## Why does the gap of La₂O₃ rise and then fall as the crystal expands?

I am comparing La₂O₃ cells stretched or compressed by the same fraction along every edge, with the atoms relaxed inside each cell. The band gap first grows with volume and then shrinks, while the least direct gap hardly moves around equilibrium. What causes this, and what should both gaps be at 17.955 Å³ per atom?

La₂O₃ (space group P-3m1) strained equally along all edges, computed with Ansatz 0.2.0 using r2SCAN with spin-orbit coupling, PAW potentials, a 500 eV plane-wave cutoff and a 12×12×4 k mesh. Atomic positions are relaxed with r2SCAN in each cell. Gaps are the smallest found on the mesh, at the named k points and along any paths between them.

```tsv
volume (Å³/atom)	c/a	shortest distance (Å)	band gap (eV)	least direct gap (eV)
14.537	1.5568	2.283	4.231	4.272
14.996	1.5568	2.304	4.288	4.300
15.465	1.5568	2.324	4.287	4.319
15.943	1.5568	2.345	4.259	4.331
16.431	1.5568	2.366	4.213	4.335
16.929	1.5568	2.387	4.144	4.334
17.437	1.5568	2.409	4.071	4.326
17.955	1.5568	2.431	?	?
18.483	1.5568	2.453	3.913	4.249
```

## Answer

The gap changes direction because it isn't the same electronic transition in all rows. The band gap is the smallest energy step from any filled state to any empty one. The two states may be waves with different directions and wavelengths, labelled by points such as K, L and M. A direct gap compares states at one and the same point.

The calculation also reports where the band edges lie. In the two smallest cells the highest filled state is at K, and the gap from there widens with volume. At 14.996 Å³ per atom it ends at M, only about 0.01 eV below the empty state at K, where the least direct gap lies. The rise rests on these two rows alone, and the results don't show why this step widens. At the next two volumes the highest filled state lies between the named points. From equilibrium, 16.431, the known rows run from L to K. Each transition responds to strain in its own way, and the lowest one sets the gap.

Gallium arsenide is a simpler case of this kind. Compression raises its gap until a different conduction valley becomes the lowest, after which the gap falls. There too the smallest separation wins, but in La₂O₃ the highest filled state changes place as well. Nor are these rows the crystal under uniform pressure: with c/a held fixed, the computed stress in the strained cells is clearly larger in the basal plane than along c, so under real pressure the shape would change and the crossings could move.

### Which edge is responsible?

At equilibrium the least direct gap is at K, so it ends on the same empty state as the L-to-K band gap. Subtracting one from the other removes that shared state. What remains is the height of the filled state at L above the one at K: $4.335-4.213=0.122$ eV.

At 17.437 Å³ per atom the same subtraction gives 0.255 eV. The filled state at L has therefore risen by 0.133 eV relative to K, which accounts for nearly all of the 0.142 eV fall in the band gap. This assumes that the direct gap is still at K, which its smooth course suggests.

Why L rises against K is less certain. The filled states of this oxide are mainly oxygen 2p, combined with different phases at L and K, so a change of spacing alters their overlaps differently. The electrostatic potentials at the two kinds of oxygen site may shift too. The results don't separate these causes.

Absolute band energies in different cells share no common zero. The results therefore show how L moves against K, but not whether the filled states rise or the empty ones sink.

### From the picture to a forecast

As long as a transition joins the same two states, its energy should vary smoothly with volume. Let $V$ be the volume per atom and $V_0=16.431$ Å³ its equilibrium value. A slope and a slight curvature in $x=\ln(V/V_0)$, fitted to the four known L-to-K rows, give

$$E_\mathrm{gap}=4.213-2.227x-2.733x^2\quad\text{(in eV)}.$$

The slope is the deformation potential: near equilibrium, 1% more volume lowers the gap by about 0.02 eV. At the unknown volume $x=\ln(17.955/16.431)=0.0887$. The linear and curved terms together take away 0.219 eV, most of it through the linear one, which leaves 3.994 eV.

My forecast for the band gap is thus **3.994 eV, between 3.989 and 3.999 eV**. It rests on known L-to-K rows on both sides. Three constants fitted to four rows must follow those rows closely, so the missing row is a fairer test than the quality of the fit.

The same curve fails under compression. For the smallest cell it gives 4.445 eV, while the calculation finds 4.231 eV. This is the expected direction of error: the L-to-K step still exists there, but another transition is lower and sets the gap.

The least direct gap needs more caution. A similar curve through the seven rows up to 17.437 Å³ per atom gives 4.31 eV at the unknown volume. At 18.483, however, the computed value lies 0.04 eV below this curve. The run places its least direct gap at Γ instead of K, so another direct transition has become the lowest there; I left that row out of the fit for this reason.

Has the newcomer already taken over at 17.955? If it falls about as fast as the band gap, it would still stand at 4.33 eV, just above the K-to-K step. That speed is a guess. I therefore keep **4.31 eV, between 4.285 and 4.320 eV**, with more room on the lower side for an earlier takeover.

### The computed row

The withheld rows as computed:

```tsv
volume (Å³/atom)	c/a	shortest distance (Å)	band gap (eV)	least direct gap (eV)
17.955	1.5568	2.431	3.994	4.314
```

The band gap agrees with the forecast to the last digit shown. The run also places its band edges at L and K, so the same transition continues between its neighbours. The agreement is a weaker test of the curvature, since a straight line through the same four rows gives 3.991 eV, also within the stated range.

The least direct gap, 4.314 eV, also falls within its range, 0.003 eV above the curve. That miss is small but exceeds the scatter of the fitted rows. Here the curve was carried beyond its last fitted row, where a slightly wrong bend begins to show.

The two new values together say more than either alone. Their difference is $4.314-3.994=0.320$ eV, which continues the steady rise of L above K: from 17.437 to 17.955 it grows by 0.065 eV. In the last step it grows by only 0.016 eV, to $4.249-3.913=0.336$ eV. The run at 17.955 still finds its least direct gap at K. The break therefore comes after this volume: at 18.483 the least direct gap lies at Γ, so the difference no longer measures the height of L above K.

For a related oxide, the first thing to establish is which points the gap connects. When those points change, the slope can change size or even sign. Fixed points don't guarantee a fixed slope either: the K-to-K step goes from 4.300 eV at 14.996 through 4.335 at equilibrium to 4.314 at 17.955. It hardly moves around equilibrium because it passes through its maximum there, for a reason these results don't isolate. A single deformation potential describes one transition over a narrow range of volume. The absolute gaps deserve caution, because r2SCAN usually makes insulator gaps too small. The volumes at which the edges change place may shift with the functional too: the competing states lie close together, and functionals of this kind tend to put the empty 4f states of lanthanum too low, which may affect the lowest empty states. The printed output below gives the fits and their misses.

Output of the analysis:

```
fit of band_gap on 4 rows (vol > 16.4): constant 4.218 +/- 0.0046, coefficient of x -2.56 +/- 0.068; rms 0.00421, worst 17.437 -0.00542, leave-one-out rms 0.0122
  rows outside the fit (model, value, miss): 14.537 4.531, 4.231, 0.3; 14.996 4.452, 4.288, 0.164; 15.465 4.373, 4.287, 0.0858; 15.943 4.295, 4.259, 0.0359; 17.955 3.991, 3.994, -0.00337
fit of band_gap on 4 rows (vol > 16.4): constant 4.213 +/- 5.1e-05, coefficient of x -2.227 +/- 0.0022, coefficient of x2 -2.733 +/- 0.017; rms 2.68e-05, worst 16.929 4.08e-05, leave-one-out rms 0.000296
  rows outside the fit (model, value, miss): 14.537 4.445, 4.231, 0.214; 14.996 4.394, 4.288, 0.106; 15.465 4.338, 4.287, 0.0509; 15.943 4.278, 4.259, 0.0187; 17.955 3.994, 3.994, -8.9e-05
fit of least_direct_gap on 7 rows (vol < 18): constant 4.336 +/- 0.00034, coefficient of x 0.05332 +/- 0.0063, coefficient of x2 -3.788 +/- 0.076; rms 0.000487, worst 16.431 0.000862, leave-one-out rms 0.00116
  rows outside the fit (model, value, miss): 17.955 4.311, 4.314, -0.00321; 18.483 4.29, 4.249, 0.0407
direct gap at 17.955 on the straight line between its neighbours, eV: 4.287
second direct transition at 17.955 if it falls like the fundamental gap, eV: 4.33
valence top at L above K at 16.431, eV: 0.122
valence top at L above K at 17.437 if the direct gap is at K, eV: 0.255
change of fundamental gap from 16.431 to 17.437, eV: -0.142
change of least direct gap from 16.431 to 17.437, eV: -0.009
share of the fall due to L rising against K, percent: 93.66
slope of gap with ln V from 16.431 to 16.929, eV: -2.311
slope of gap with ln V from 17.437 to 18.483, eV: -2.712
change of fundamental gap from 16.431 to 18.483, percent: -7.121
growth of cell edges from 16.431 to 18.483, percent: 4.001
growth of shortest La-O contact from 16.431 to 18.483, percent: 3.677
```
